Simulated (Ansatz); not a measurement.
## A series in volume scale on YAu₂

Free energy against uniform scaling of the volume at fixed shape and fractions; periodic cell, basis, potentials, k mesh and filling as listed. The results are calculated, by Ansatz 0.2.0.

The cell before it is scaled or strained (space group I4/mmm, No. 139):
```
cell vectors (Å)
  -1.8614     1.8614     4.5156
   1.8614    -1.8614     4.5156
   1.8614     1.8614    -4.5156
atoms (fractions of the cell vectors)
Y   0.00000  0.00000  0.00000
Au  0.66515  0.66515  0.00000
Au  0.33485  0.33485  0.00000
```

Settings of every row: functional PBEsol; dispersion none; potentials PAW; wave cutoff 450 eV; density cutoff 1800 eV; k mesh 11x11x11; k shift 0x0x0; occupations gaussian; smearing width 0.15 eV; spin none.

Limits: coarse k mesh, up to 40 meV an atom off; no spin-orbit coupling, which can matter with elements this heavy; the cell comes from a prototype or a list of computed structures and needn't be the stable phase.

```
row  volume scale  V (Å³/atom)  energy above lowest point (meV/atom)
  1          0.92       19.192                                  20.7
  2        0.9467       19.749                                     ?
  3        0.9733       20.304                                     0
  4             1       20.861                                     7
  5        1.0267       21.418                                  23.3
  6        1.0533       21.973                                  47.4
  7          1.08        22.53                                  78.1
```

Question: what energy above lowest point should row 2 give?

Worked fit of energy above lowest point. Take u = (V_r/V)^(2/3) − 1 with V_r = 21.139 Å³ an atom, which is twice the finite (Eulerian) strain; such expansions in the strain, on which the Birch-Murnaghan equation of state is built, carry the rest volume and the bulk modulus. The shown rows have u = 0.06654, 0.02723, 0.00886, -0.0087, -0.02547, -0.0416. Least squares give energy above lowest point = 14.09 − 931.1 × u + 14949 × u² + 8087 × u³ meV/atom; a parabola predicts inner rows, each left out in turn, worse (root mean square 0.38 against 0.051 meV/atom). All shown rows lie on it to the printed digit. Its lowest point lies at u = 0.0304, or V = 20.21 Å³ an atom, and the curvature there gives the bulk modulus at fixed shape and fractions, B = (4/9)(1 + u)² E″(u)/V = 117 GPa. Letting shape and atoms relax would as a rule lower it, by much in layered, chain or molecular crystals. The withheld row has u = 0.04639, so the fit gives 14.09 − 931.1 × (0.04639) + 14949 × (0.04639)² + 8087 × (0.04639)³ = 3.9 meV/atom.

The calculation gave 3.9 meV/atom. The fit meets it to the printed digit.
